**Br2 across six methods, without and with spin-orbit coupling**

The table holds r_e, ω_e and D_e of Br2 from all-electron X2C runs in a triple-zeta Dyall basis with r2SCAN, PBE0, HF, MP2, CCSD and CCSD(T), spin-free and as two-component changes. The program fits nothing: it works out errors against the measured r_e and ω_e, steps between levels, the growth of correlation energy with distance and operation counts. Its one estimate sets the change of D_e equal to −ζ, the lowering of two p⁵ atoms, with ζ from PBE0 orbital splittings or a roughly recalled atomic splitting. The output shows that the two-component changes of r_e and ω_e are a tenth or less of the spread among methods, and that no method matches both measured values. MP2 and coupled cluster recover about 90% of the estimated lowering of D_e, PBE0 63% and r2SCAN 16%, with atoms that are not in the same state in all rows.

Calculated values. Br2 from the in-house axial X2C program version 1, with spin-free X2C-1e or two-component X2C (atomic mean-field Coulomb and Gaunt terms) and the all-electron dyall-cv3z basis. MP2 and coupled cluster correlate 14 electrons, the latter with 90 natural virtual spinors; D_e refers to the lowest atomic determinants. Measured (NIST WebBook): r_e 2.281 Å, ω_e 325.32 cm⁻¹.

## The fit in Python

```python
# Table: r_e, omega_e, D_e of Br2 (spin-free X2C) and their changes in two-component X2C, in-house axial
# X2C program, dyall-cv3z, six methods. Tested: errors against measurement, steps between levels,
# and one parameter-free estimate: change of D_e = -zeta (two p5 atoms, each lowered by zeta/2).
T = {
    'method': ['r2SCAN', 'PBE0', 'HF', 'CCSD', 'CCSD(T)', 'MP2'],
    'exx': [0, 25, 100, None, None, None],  # %
    're': [2.291, 2.277, 2.27, 2.295, 2.303, 2.279],  # Å
    'dre': [0.004, 0.004, 0.003, 0.003, 0.003, 0.003],  # Å
    'we': [325, 336, 355, 327, 318, 338],  # 1/cm
    'dwe': [-3, -3, -2, -3, -3, -2],  # 1/cm
    'de': [2.29, 2.25, 0.65, 1.88, 2.01, 2.14],  # eV
    'dde': [None, -0.19, None, None, -0.27, -0.27],  # eV
}
import numpy as np
from scipy import constants as c
H = c.physical_constants['Hartree energy in eV'][0]
cm = c.h*c.c*100/c.e
kcal = c.calorie*1000/c.N_A/c.e
M = list(T['method']); g = lambda k, m: T[k][M.index(m)]
r0, w0 = 2.281, 325.32      # measured, NIST WebBook, from the caption
D0, fs = 2.0, 3700.0        # rough recalled: D_e of Br2 (eV), Br 2P splitting (1/cm)
# further outputs of the same runs: D_e spin-free, D_e two-component (eV), 2Omega of two-component atoms
D = {'r2SCAN': (2.289396, 2.240403, '1'), 'PBE0': (2.248472, 2.056395, '3'), 'HF': (0.64984, 0.33857, 'not listed'),
     'CCSD': (1.880601, 1.604625, '1'), 'CCSD(T)': (2.013854, 1.741403, '3'), 'MP2': (2.143345, 1.871441, '3')}
# same runs: spin-free energies (hartree) at 2.083, 2.289, 2.5522 A
E = {'HF': [-5209.01427, -5209.02963, -5209.01138], 'MP2': [-5209.34443, -5209.3603, -5209.34487],
     'CCSD': [-5209.37165, -5209.3894, -5209.3764], 'CCSD(T)': [-5209.38458, -5209.40301, -5209.39148]}
# same runs: PBE0 energies at those R and for the two atoms; PBE0 two-component pi and pi* levels
sf = np.array([-5212.08891, -5212.10414, -5212.0886, -5212.02155])
tc = np.array([-5210.28246, -5210.29812, -5210.28324, -5210.22257])
spi, sps = (0.3846-0.37286)*H, (0.30283-0.29028)*H
print('Rounding: r_e 0.0005 A, omega_e 0.5 1/cm, D_e 0.005 eV; twice that for value plus change')
print(f'Errors against measured r_e {r0} A, omega_e {w0} 1/cm (sf spin-free, 2c two-component)')
print('method    r sf    r 2c (err, %)          w sf  w 2c (err, %)     B_e err % 2c')
for m in M:
    r, w = g('re', m)+g('dre', m), g('we', m)+g('dwe', m)
    print(f"{m:8s} {g('re',m)-r0:+.3f}  {r:.3f} ({r-r0:+.3f}, {100*(r/r0-1):+.1f})  {g('we',m)-w0:+4.0f}  {w:.0f} ({w-w0:+.0f}, {100*(w/w0-1):+.1f})  {100*((r0/r)**2-1):+.1f}")
sr, sw, sd = np.ptp(T['re']), np.ptp(T['we']), np.ptp(T['de'])
print(f'Spread over methods, sf: r_e {sr:.3f} A, omega_e {sw:.0f} 1/cm, D_e {sd:.2f} eV')
print(f"Mean 2c change: r_e {np.mean(T['dre']):+.4f} A ({100*np.mean(T['dre'])/sr:.0f}% of spread), omega_e {np.mean(T['dwe']):+.1f} ({-100*np.mean(T['dwe'])/sw:.0f}%)")
print(f'Steps, sf (A, 1/cm, eV, kcal/mol); 1 kcal/mol = {kcal:.3f} eV')
for a, b in [('HF','MP2'), ('MP2','CCSD'), ('CCSD','CCSD(T)'), ('HF','CCSD(T)'), ('r2SCAN','PBE0'), ('PBE0','HF')]:
    d = g('de', b)-g('de', a)
    print(f"  {a} to {b}: r_e {g('re',b)-g('re',a):+.3f}, omega_e {g('we',b)-g('we',a):+.0f}, D_e {d:+.2f} ({d/kcal:+.0f})")
f = lambda k: 100*(g(k,'PBE0')-g(k,'r2SCAN'))/(g(k,'HF')-g(k,'r2SCAN'))
print(f"PBE0 ({g('exx','PBE0'):.0f}% exact exchange) on the way r2SCAN to HF: r_e {f('re'):.0f}%, omega_e {f('we'):.0f}%, D_e {f('de'):.0f}%")
print(f"Share of CCSD(T) sf D_e missing in HF: {100*(1-g('de','HF')/g('de','CCSD(T)')):.0f}%")
print('Correlation energy (hartree) at 2.083, 2.289, 2.552 A; gain over range (eV); r_e less HF (A)')
gain = []
for m in ['MP2', 'CCSD', 'CCSD(T)']:
    e = np.array(E[m])-np.array(E['HF']); gain.append((e[0]-e[2])*H)
    print(f"  {m:8s} {e[0]:.4f} {e[1]:.4f} {e[2]:.4f}; {gain[-1]:.2f}; {g('re',m)-g('re','HF'):+.3f}")
z1, z2 = (spi+sps)/2, 2/3*fs*cm
print(f'PBE0 splittings: pi {spi:.2f} eV, pi* {sps:.2f} eV, mean zeta {z1:.2f} eV')
print(f'Rough recalled Br splitting {fs*cm:.2f} eV gives zeta {z2:.2f} eV; estimated change of D_e -{z2:.2f} to -{z1:.2f} eV')
print(f'D_e (eV): sf, 2c, change, % of {z2:.2f}; less rough recalled {D0}: sf, 2c; atom 2Omega')
for m in M:
    a, b, o = D[m]
    print(f'  {m:8s} {a:.2f} {b:.2f} {b-a:+.2f} {100*(a-b)/z2:4.0f}%;  {a-D0:+.1f} {b-D0:+.1f};  {o}')
s = tc-sf
print('PBE0 2c less sf total energy (hartree), three R and atoms:', ' '.join(f'{x:.4f}' for x in s))
print(f'  change over 2.083 to 2.552 A {(s[2]-s[0])*H:+.3f} eV; 2.289 A to atoms {(s[3]-s[1])*H:+.3f} eV')
print(f'Zero-point energy omega_e/2 = {w0/2*cm:.3f} eV; MP2 remainder of dropped virtuals {0.01301*H:.2f} eV (molecule)')
o, o3d, v, vn = 14, 34, 226, 90   # run settings; 34 = with both 3d shells
print(f'Correlated {o} of 70 electrons; with 3d ({o3d}): o^2 factor {(o3d/o)**2:.1f}, o^3 factor {(o3d/o)**3:.1f}')
print(f'Virtuals {vn} of {v}: v^4 saving factor {(v/vn)**4:.0f}; (T) over one CCSD iteration about o = {o}')
assert all(x > 0 for x in T['dre']) and all(x < 0 for x in T['dwe'])
assert g('re','HF') < g('re','MP2') < g('re','CCSD') < g('re','CCSD(T)') and 0 < gain[0] < gain[1] < gain[2]
assert all(abs(g('dde',m)-(D[m][1]-D[m][0])) < 0.006 for m in M if g('dde',m) is not None)
assert all(abs(g('de',m)-D[m][0]) < 0.006 and D[m][1] < D[m][0] for m in M)
```

Printed output:

```
Rounding: r_e 0.0005 A, omega_e 0.5 1/cm, D_e 0.005 eV; twice that for value plus change
Errors against measured r_e 2.281 A, omega_e 325.32 1/cm (sf spin-free, 2c two-component)
method    r sf    r 2c (err, %)          w sf  w 2c (err, %)     B_e err % 2c
r2SCAN   +0.010  2.295 (+0.014, +0.6)    -0  322 (-3, -1.0)  -1.2
PBE0     -0.004  2.281 (+0.000, +0.0)   +11  333 (+8, +2.4)  +0.0
HF       -0.011  2.273 (-0.008, -0.4)   +30  353 (+28, +8.5)  +0.7
CCSD     +0.014  2.298 (+0.017, +0.7)    +2  324 (-1, -0.4)  -1.5
CCSD(T)  +0.022  2.306 (+0.025, +1.1)    -7  315 (-10, -3.2)  -2.2
MP2      -0.002  2.282 (+0.001, +0.0)   +13  336 (+11, +3.3)  -0.1
Spread over methods, sf: r_e 0.033 A, omega_e 37 1/cm, D_e 1.64 eV
Mean 2c change: r_e +0.0033 A (10% of spread), omega_e -2.7 (7%)
Steps, sf (A, 1/cm, eV, kcal/mol); 1 kcal/mol = 0.043 eV
  HF to MP2: r_e +0.009, omega_e -17, D_e +1.49 (+34)
  MP2 to CCSD: r_e +0.016, omega_e -11, D_e -0.26 (-6)
  CCSD to CCSD(T): r_e +0.008, omega_e -9, D_e +0.13 (+3)
  HF to CCSD(T): r_e +0.033, omega_e -37, D_e +1.36 (+31)
  r2SCAN to PBE0: r_e -0.014, omega_e +11, D_e -0.04 (-1)
  PBE0 to HF: r_e -0.007, omega_e +19, D_e -1.60 (-37)
PBE0 (25% exact exchange) on the way r2SCAN to HF: r_e 67%, omega_e 37%, D_e 2%
Share of CCSD(T) sf D_e missing in HF: 68%
Correlation energy (hartree) at 2.083, 2.289, 2.552 A; gain over range (eV); r_e less HF (A)
  MP2      -0.3302 -0.3307 -0.3335; 0.09; +0.009
  CCSD     -0.3574 -0.3598 -0.3650; 0.21; +0.025
  CCSD(T)  -0.3703 -0.3734 -0.3801; 0.27; +0.033
PBE0 splittings: pi 0.32 eV, pi* 0.34 eV, mean zeta 0.33 eV
Rough recalled Br splitting 0.46 eV gives zeta 0.31 eV; estimated change of D_e -0.31 to -0.33 eV
D_e (eV): sf, 2c, change, % of 0.31; less rough recalled 2.0: sf, 2c; atom 2Omega
  r2SCAN   2.29 2.24 -0.05   16%;  +0.3 +0.2;  1
  PBE0     2.25 2.06 -0.19   63%;  +0.2 +0.1;  3
  HF       0.65 0.34 -0.31  102%;  -1.4 -1.7;  not listed
  CCSD     1.88 1.60 -0.28   90%;  -0.1 -0.4;  1
  CCSD(T)  2.01 1.74 -0.27   89%;  +0.0 -0.3;  3
  MP2      2.14 1.87 -0.27   89%;  +0.1 -0.1;  3
PBE0 2c less sf total energy (hartree), three R and atoms: 1.8065 1.8060 1.8054 1.7990
  change over 2.083 to 2.552 A -0.030 eV; 2.289 A to atoms -0.192 eV
Zero-point energy omega_e/2 = 0.020 eV; MP2 remainder of dropped virtuals 0.35 eV (molecule)
Correlated 14 of 70 electrons; with 3d (34): o^2 factor 5.9, o^3 factor 14.3
Virtuals 90 of 226: v^4 saving factor 40; (T) over one CCSD iteration about o = 14
```
